**Q:** I ran phaseless AFQMC on a triplet of SiH₄ and it came out worse than CCSD, although the method is supposed to handle strong correlation. Is that just statistical noise?

Neutral triplet SiH₄ in a nearly square geometry (Si–H about 2.0 Å), computed with the in-house AFQMC program afq 1 and Ansatz 0.2.0, using the 6-31G basis, a UHF determinant and frozen cores. ph-AFQMC/HF and ph-AFQMC/CISD are phaseless AFQMC with the trial named after the slash; in released AFQMC the constraint is let go.

| level | this level less the reference (CCSDTQ, same basis) (meV) | statistical noise, one standard error (meV) |
| --- | --- | --- |
| HF | 3556.2 | 0.000 |
| MP2 | 1675.3 | 0.000 |
| CCSD | 179.0 | 0.000 |
| CCSD(T) | 69.0 | 0.000 |
| CCSDT | 0.8 | 0.000 |
| CCSDT(Q) | -2.7 | 0.000 |
| ph-AFQMC/HF | 391.6 | 27.500 |
| ph-AFQMC/CISD | ? | ? |
| released AFQMC | ? | ? |

**A:** Compare the error with its noise. The row ph-AFQMC/HF lies 392 meV above the CCSDTQ reference, and one standard error is about 28 meV. That is 14 standard errors, so a longer run of the same kind would only give the same wrong energy more sharply. The fault is systematic, and the name of the row suggests where to look: "ph" stands for the phaseless constraint, and "HF" after the slash is the trial wave function that steers it.

**Q:** Silane is a well-behaved molecule. Why should an HF trial be poor here?

**A:** This is not the silane of a gas bottle, which is a tetrahedral singlet with bonds of roughly 1.5 Å. Here the four hydrogens lie almost in a square around silicon, each about 2.0 Å away, and the state is a triplet. In stretched bonds the bonding and antibonding orbitals come closer in energy, so several electron arrangements compete. The calculation fits this picture: the HF determinant has a weight of only 0.79 in the CISD wave function. It is also a saddle point of the UHF energy, so a lower determinant exists. About 3.5% of it is quintet, if all the spin contamination is of that kind, but the walkers start as pure triplets, which should keep that part out of the AFQMC energy.

**Q:** Do the coupled-cluster rows suffer from this too?

**A:** Yes, until triple excitations are treated in full. Going from CCSD to CCSDT lowers the energy by 178 meV, while the perturbative triples of CCSD(T) give only 110 meV of that. Perturbation theory treats triples as a small response to one dominant determinant, and here that picture is strained. CCSDT then agrees with CCSDTQ to about 1 meV, so the reference is steady against adding quadruples, within this small basis and with frozen cores.

**Q:** How does a poor trial get into the AFQMC energy? I thought the walkers found the ground state by themselves.

**A:** Left alone, they would. Each walker is a determinant that drifts through random fields and picks up a complex phase. After a while the phases point in all directions, the contributions cancel and the signal drowns in noise. The phaseless constraint prevents this by comparing each walker with the trial and suppressing those whose phase turns too far. The trial thus decides which walkers count, and a poor one selects a distorted population.

**Q:** And a perfect trial would do no harm?

**A:** None at all. The energy is measured by projecting the walkers on the trial, and if the trial is an exact eigenstate, every walker returns the exact energy, however the population was selected. In general the energy error is a product of two faults, that of the trial and that of the walker population. If the population's fault shrinks in step with the trial's, the bias falls as the square of the trial's fault. The trial's own energy error does the same, so the two should be proportional. This is an argument about scaling, not a proof.

**Q:** Then I can estimate what a CISD trial would do, if I know how much correlation energy CISD misses.

**A:** The determinant weight gives a rough answer. CISD includes one pair of electrons jumping at a time but leaves out two pairs jumping independently, and the renormalised Davidson estimate corrects for that by dividing the CISD correlation energy by the weight w of the determinant, which I read as its squared coefficient. CISD then captures a fraction w of the correlation energy and misses 1 − w. The trial used here takes its coefficients from CCSD instead of being optimised as a CISD, so this is only a guide. The HF trial misses all of it, so

bias with CISD trial ≈ (1 − w) × bias with HF trial.

**Q:** With w = 0.793, the missing fraction is 0.207. Multiplied by 392 meV, that gives 81 meV.

**A:** Call it +80 meV. The scale comes from the one known AFQMC row, so nothing has been tested yet. For the error bar, suppose instead that the population's fault does not shrink when the trial improves. Then only one of the two factors gets smaller, and the bias falls with the square root of the missing fraction, to 178 meV. I therefore take a range from 0 to +180 meV.

**Q:** What about the released walk? With the constraint gone, shouldn't the error be zero?

**A:** It would be, if the walk ran long enough and the reference were exact. But a released walk starts from the constrained population and forgets it only gradually, while the noise grows. I assume a start of CISD quality and put the forecast midway between no release and complete release, at +40 meV. The range is −70 to +150 meV, a judgement that allows for noise and for a lower state that coupled cluster may have missed.

**Q:** So you predict that it won't agree with the reference?

**A:** I can't claim that as foresight. The data makers' notes, though not the records of these runs, warn of disagreement between the released walk and the highest coupled-cluster level, so I already had reason to expect an error other than zero. The AFQMC records themselves warn only that the bias of the constraint is not included in the error bar. The forecast concerns its size and, only weakly, its sign. Now look at the computed values.

The withheld rows as computed:

| level | this level less the reference (CCSDTQ, same basis) (meV) | statistical noise, one standard error (meV) |
| --- | --- | --- |
| ph-AFQMC/CISD | 61.4 | 9.000 |
| released AFQMC | 31.8 | 6.300 |

**Q:** The CISD trial gives +61 meV, inside the range but 19 meV below your forecast. Is that a hit?

**A:** It is a hit within a wide range. The miss is about two standard errors of the computed value, and the forecast inherited some noise from the HF-trial row as well. The Davidson estimate is also rough when the determinant weight is this low. I wouldn't look for a special cause of the remaining difference.

**Q:** Does it at least decide between your two scaling arguments?

**A:** For this molecule it clearly favours the first. The square-root version gave 178 meV, and the computed error is about a third of that. So the walker population seems to have improved along with the trial. A single change of trial can't establish a law, though, and a somewhat different power would fit just as well.

**Q:** What does the comparison show without any model?

**A:** It shows that the trial was responsible for most of the original error. Replacing HF by CISD lowers the phaseless energy by 330 meV, far more than the noise of either row. This difference doesn't depend on the reference, because the reference cancels. The result also moves from well above CCSD to about the level of CCSD(T), which is 69 meV too high.

**Q:** So my first run failed because of its trial, not because AFQMC can't treat such a state.

**A:** Yes, with the reservation that the CISD trial still leaves an error of nearly seven standard errors. The bias has become much smaller, but if the reference is right, it has not gone. When you judge a phaseless energy, ask first how well the trial describes the state. The statistical error bar says nothing about that.

**Q:** The released walk came out at +32 meV, close to your +40. Were you right about the incomplete release?

**A:** The number fits, but it doesn't prove the reason. The centre of the forecast was simply a midpoint, so a miss of 8 meV owes something to luck. What the table does show is that the released energy lies about 30 meV below the phaseless one with the CISD trial. That is the direction expected when a positive constraint bias fades. The walk was released from that same phaseless run, so the two noises are linked and can't be combined as if they were independent.

**Q:** But it is still five standard errors above the reference. Which of the two is wrong?

**A:** The released walk. A full CI calculation, which is exact within this basis and with these frozen cores, agrees with CCSDTQ to within 1 meV, so the reference is sound. The record of the walk suggests why its energy is too high: it fell from 55 meV above the reference early in the release to 32 meV at the last point, and was still falling there. Most likely the walk was stopped before it had forgotten its start.

**Q:** For a larger molecule I won't have a full CI. How could I find out then?

**A:** Plot the released energy against imaginary time. If it is still falling when the noise takes over, the walk was too short, and its last value is not yet the ground-state energy. If it has levelled off above the reference, repeat the walk with a smaller time step. If the gap stays, the coupled-cluster side needs a second look, beginning with another starting determinant.

**Q:** Silane is used to deposit silicon films for electronics. Does any of this matter there?

**A:** Only indirectly. Deposition breaks Si–H bonds, and stretched bonds are where a single determinant becomes a poor guide, so a computed energy along such a path deserves the same question about its trial. This square triplet is not itself a step of the process, and its errors shouldn't be carried over to one. The printed output after this exchange lists the estimates and both misses.

The analysis program printed:

```
Si-H distance from the coordinates in angstrom: 2.001
Quintet share of the UHF determinant if all contamination is quintet in percent: 3.52
Correlation energy recovered by CCSD in percent: 94.97
Lowering from CCSD to CCSDT in meV: 178.2
Lowering from CCSD to CCSD(T) in meV: 110
Share of the full triples lowering given by (T) in percent: 61.73
Error of phaseless AFQMC with HF trial in standard errors: 14.24
Same error as percent of the correlation energy missing in HF: 11.01
Estimated correlation energy missing in the CISD trial in meV: 734.4
CISD-trial error by the energy-error law in meV: 80.88
CISD-trial error by the square-root law in meV: 178
Computed error with CISD trial in meV: 61.4
Computed less forecast of 80 meV for the CISD trial in meV: -18.6
CISD trial inside the forecast range (1 yes and 0 no): 1
Error with CISD trial in its own standard errors: 6.822
Error with CISD trial as percent of that with HF trial: 15.68
Computed error of released AFQMC in meV: 31.8
Computed less forecast of 40 meV for released AFQMC in meV: -8.2
Released AFQMC inside the forecast range (1 yes and 0 no): 1
Error of released AFQMC in its own standard errors: 5.048
Released less CISD-trial phaseless error in meV: -29.6
Combined noise of that difference if independent in meV: 10.99
```
